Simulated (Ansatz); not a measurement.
## Sn: energy above lowest point against volume scale

Free energy against uniform scaling of the volume at fixed shape and fractions; periodic cell, basis, potentials, k mesh and filling as listed. The results are calculated, by Ansatz 0.2.0.

The cell before it is scaled or strained (space group I4_1/amd, No. 141):
```
CELL_PARAMETERS angstrom
-2.91960 2.91960 1.59380
2.91960 -2.91960 1.59380
2.91960 2.91960 -1.59380
ATOMIC_POSITIONS crystal
Sn 0.00000 0.00000 0.00000
Sn 0.75000 0.25000 0.50000
```

Settings of every row: functional PBE; dispersion D3(BJ); potentials PAW; wave cutoff 489.8 eV; density cutoff 1959.2 eV; k mesh 10x10x10; k shift 0x0x0; occupations fermi dirac; smearing width 0.05 eV; spin none.

Limits: coarse k mesh, up to 40 meV an atom off.

| row | volume scale | V (Å³/atom) | energy above lowest point (meV/atom) |
| --- | --- | --- | --- |
| 1 | 0.9 | 24.454 | ? |
| 2 | 0.925 | 25.133 | 31.2 |
| 3 | 0.95 | 25.813 | 13.5 |
| 4 | 0.975 | 26.492 | 3.4 |
| 5 | 1 | 27.171 | 0 |
| 6 | 1.025 | 27.851 | 2.3 |
| 7 | 1.05 | 28.53 | 9.6 |
| 8 | 1.075 | 29.209 | 21.2 |
| 9 | 1.1 | 29.888 | 36.4 |

Question: what energy above lowest point should row 1 give?

Worked fit of energy above lowest point. Take u = (V_r/V)^(2/3) − 1 with V_r = 27.511 Å³ an atom, which is twice the finite (Eulerian) strain; such expansions in the strain, on which the Birch-Murnaghan equation of state is built, carry the rest volume and the bulk modulus. The shown rows have u = 0.06212, 0.04339, 0.02548, 0.00832, -0.00816, -0.02396, -0.03914, -0.05375. Least squares give energy above lowest point = 0.49 − 142.9 × u + 10002 × u² + 4182 × u³ meV/atom; a parabola predicts inner rows, each left out in turn, worse (root mean square 0.2 against 0.04 meV/atom). All shown rows lie on it to the printed digit. Its lowest point lies at u = 0.0071, or V = 27.22 Å³ an atom, and the curvature there gives the bulk modulus at fixed shape and fractions, B = (4/9)(1 + u)² E″(u)/V = 53.6 GPa. Letting shape and atoms relax would as a rule lower it, by much in layered, chain or molecular crystals. The withheld row has u = 0.08169, so the fit gives 0.49 − 142.9 × (0.08169) + 10002 × (0.08169)² + 4182 × (0.08169)³ = 57.8 meV/atom.

The calculation gave 57.7 meV/atom. The fit lies 0.1 meV/atom (0.17 % of the column's range) above it, one unit of the last digit. This row lies beyond the range of the fit.
